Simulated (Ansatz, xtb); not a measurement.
## Two isomers of CH9AlSi2

Structure a: `[SiH3][CH2][AlH][SiH3]`, a singlet. Structure b: `[AlH2][CH]([SiH3])[SiH3]`, a singlet. Both are isolated molecules in the gas phase, relaxed with r2SCAN-D4/def2-SVP; the shapes shown needn't be the lowest conformers.

a (Å):

```yaml
atoms:
  - { symbol: C, position_ang: [-0.9985, 1.0082, 0.6839] }
  - { symbol: Al, position_ang: [-0.0635, -0.6979, 0.4730] }
  - { symbol: Si, position_ang: [-2.7944, 0.9449, 0.1315] }
  - { symbol: Si, position_ang: [0.5889, -1.4470, -1.7759] }
  - { symbol: H, position_ang: [-3.5495, -0.0845, 0.9148] }
  - { symbol: H, position_ang: [-2.8740, 0.5579, -1.3128] }
  - { symbol: H, position_ang: [-3.4954, 2.2555, 0.3010] }
  - { symbol: H, position_ang: [-0.9667, 1.3502, 1.7342] }
  - { symbol: H, position_ang: [-0.5052, 1.7782, 0.0605] }
  - { symbol: H, position_ang: [0.2060, -1.6164, 1.7466] }
  - { symbol: H, position_ang: [1.9861, -1.9912, -1.8109] }
  - { symbol: H, position_ang: [0.5072, -0.3525, -2.7972] }
  - { symbol: H, position_ang: [-0.3132, -2.5526, -2.2428] }
```

b (Å):

```xyz
13

C    -1.4562   -0.1118   -0.3363
Al   -1.1594   -2.0257   -0.0480
Si   -0.8426    0.9159    1.1156
Si   -0.7098    0.4701   -1.9628
H    -2.4104   -2.9998    0.0488
H     0.3258   -2.5749    0.0837
H    -2.5537    0.0312   -0.4038
H     0.6461    0.8253    1.2181
H    -1.2199    2.3574    0.9775
H    -1.4205    0.4151    2.4052
H     0.7816    0.3864   -1.9042
H    -1.0925    1.8820   -2.2782
H    -1.1709   -0.3917   -3.0999
```

Quicker runs give these differences E(b) − E(a): GFN2-xTB −35.3 kJ/mol; HF/STO-3G +13.9 kJ/mol (at GFN2-xTB geometries); r2SCAN-D4/def2-SVP//GFN2-xTB −5.6 kJ/mol.

Estimate which is lower in electronic energy at CCSD(T)/def2-SVP + ΔMP2/def2-TZVPP, and by roughly how much.

The CCSD(T)/def2-SVP + ΔMP2/def2-TZVPP calculation puts structure b lower, by 10.6 kJ/mol.

How the difference moves with the method:

```
                             level            geometry  E(b) − E(a) (kJ/mol)  departure from the last row (kJ/mol)  job, with rough time for the two
                          GFN2-xTB            GFN2-xTB                   −35.3                                 −24.8               optimisation, 0.2 s
                         HF/STO-3G            GFN2-xTB                   +13.9                                 +24.4              single point, 0.32 s
      r2SCAN-D4/def2-SVP//GFN2-xTB            GFN2-xTB                    −5.6                                  +5.0                 single point, 4 s
                r2SCAN-D4/def2-SVP  r2SCAN-D4/def2-SVP                    −4.2                                  +6.3             optimisation, 2.7 min
                       HF/def2-SVP  r2SCAN-D4/def2-SVP                   −10.4                                  +0.2           part of the CCSD(T) run
                      MP2/def2-SVP  r2SCAN-D4/def2-SVP                   −16.8                                  −6.2           part of the CCSD(T) run
                  CCSD(T)/def2-SVP  r2SCAN-D4/def2-SVP                    −8.8                                  +1.8                      single point
CCSD(T)/def2-SVP + ΔMP2/def2-TZVPP  r2SCAN-D4/def2-SVP                   −10.6                                                      single point, 22 s
```

As drawn, b has 1 C–Si, 1 Al–H in place of 1 Al–Si, 1 C–H.

HF/STO-3G puts the two in the other order. The largest departure from CCSD(T)/def2-SVP + ΔMP2/def2-TZVPP is that of GFN2-xTB, 24.8 kJ/mol. The last row adds to CCSD(T) the change of the MP2 difference between the two basis sets, here −1.8 kJ/mol.

With harmonic frequencies from r2SCAN-D4/def2-SVP (ideal gas, rigid rotor, one conformer each, 298.15 K, 1 atm): on the last row, ΔE + ΔZPE = −15.9 kJ/mol. A mode under 50 cm⁻¹ makes harmonic enthalpies and free energies unreliable, so none is given.

The correlated steps freeze 16 core orbitals. Mirror images aren't counted in ΔG. Run with Ansatz 0.2.0, xtb 6.7.1; the last row on 2 threads of Arm Neoverse V2 on a shared host.

Structure b is favoured modestly, by 10.6 kJ/mol, because two large bond-energy changes nearly cancel. Going from a to b gives up a strong C–H bond, but also exchanges a weak, only slightly polar Al–Si bond for Al–H and a second C–Si bond. Carbon, the most electronegative atom present, then binds three electropositive centres, which probably helps b through charge transfer towards carbon and hyperconjugation into the empty Al p orbital. Zero-point motion widens the gap to 15.9 kJ/mol, as expected when a stiff C–H oscillator is replaced by a softer Al–H one.

The reversed order from HF/STO-3G points to the inflexible minimal basis rather than to missing correlation, since Hartree–Fock in def2-SVP already favours b. MP2 exaggerates the preference relative to CCSD(T) in the same basis, so the close agreement of Hartree–Fock with the final value reflects some cancellation. The ordering needn't carry over to condensed phases, where three-coordinate alanes tend to associate through Al–H–Al bridges.
